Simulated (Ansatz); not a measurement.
## Redistribution: C2HBrClF3 + CH2FI → C2HClF4 + CH2BrI

Species: C2HBrClF3 (1-bromo-2-chloro-1,1,2-trifluoroethane) `FC(Cl)C(F)(F)Br`, singlet; CH2FI (fluoroiodomethane) `FCI`, singlet; C2HClF4 `FC(Cl)C(F)(F)F`, singlet; CH2BrI (bromoiodomethane) `BrCI`, singlet. The partners trade Br for F; both sit on C, so the bond types are kept.

Shapes, held fixed at every level: PBE0-D4/def2-TZVP. Flexible molecules stand in one conformer, not always the lowest. Programs: Ansatz 0.2.0. The zero-point and thermal change to 298 K, harmonic and unscaled (PBE0-D4/def2-TZVP), is +0.2 kJ/mol.

```tsv
level	kind	ΔH(298 K) (kJ/mol)	less CCSD(T)/def2-TZVPP
r2SCAN-D4/def2-TZVPP	meta-GGA	-54.0	+9.6
PBE0-D4/def2-TZVPP	global hybrid	-57.9	+5.7
r2SCAN0-D4/def2-TZVPP	global hybrid	-61.8	+1.8
MP2/def2-SVP	perturbation theory	-78.3	-14.7
CCSD(T)/def2-SVP	coupled cluster or CI	-74.8	-11.2
CCSD/def2-TZVPP	coupled cluster or CI	-66.6	-3.0
CCSD(T)/def2-TZVPP	coupled cluster or CI	-63.6	0.0
```

The highest level, CCSD(T)/def2-TZVPP, gives ΔH(298 K) = -63.6 kJ/mol; the levels span -78.3 to -54.0. The column of differences is taken from that level and isn't an error. No measured value is set beside it here. For atoms past krypton def2 sets carry core potentials with scalar relativity. Relativity is left out for Br. Outer-core shells of Br, I are correlated in most correlated rows, in sets that cover them unevenly.

Every level makes the exchange clearly exothermic, and with a thermal term of only +0.2 kJ/mol the driving force is electronic. Since each side has one C–Br and four C–F bonds, what counts is where fluorine sits. It leaves a carbon with no other fluorine and turns a CF2Br group into CF3, where geminal fluorines strengthen one another's bonds through lone-pair donation into σ*(C–F) orbitals and through Coulomb attraction to a strongly positive carbon. Bromine gains much less from such a site, so the preference probably reflects this clustering of fluorine more than any change at the iodine-bearing carbon.

The size of the effect is more sensitive to basis than to triples: CCSD(T) moves from -74.8 to -63.6 kJ/mol on going from def2-SVP to def2-TZVPP, whereas triples shift the larger-basis value only from -66.6 to -63.6. The direction is therefore secure, but the closeness of r2SCAN0-D4 to the highest level may be partly fortuitous, as convergence beyond the triple-zeta basis isn't shown.
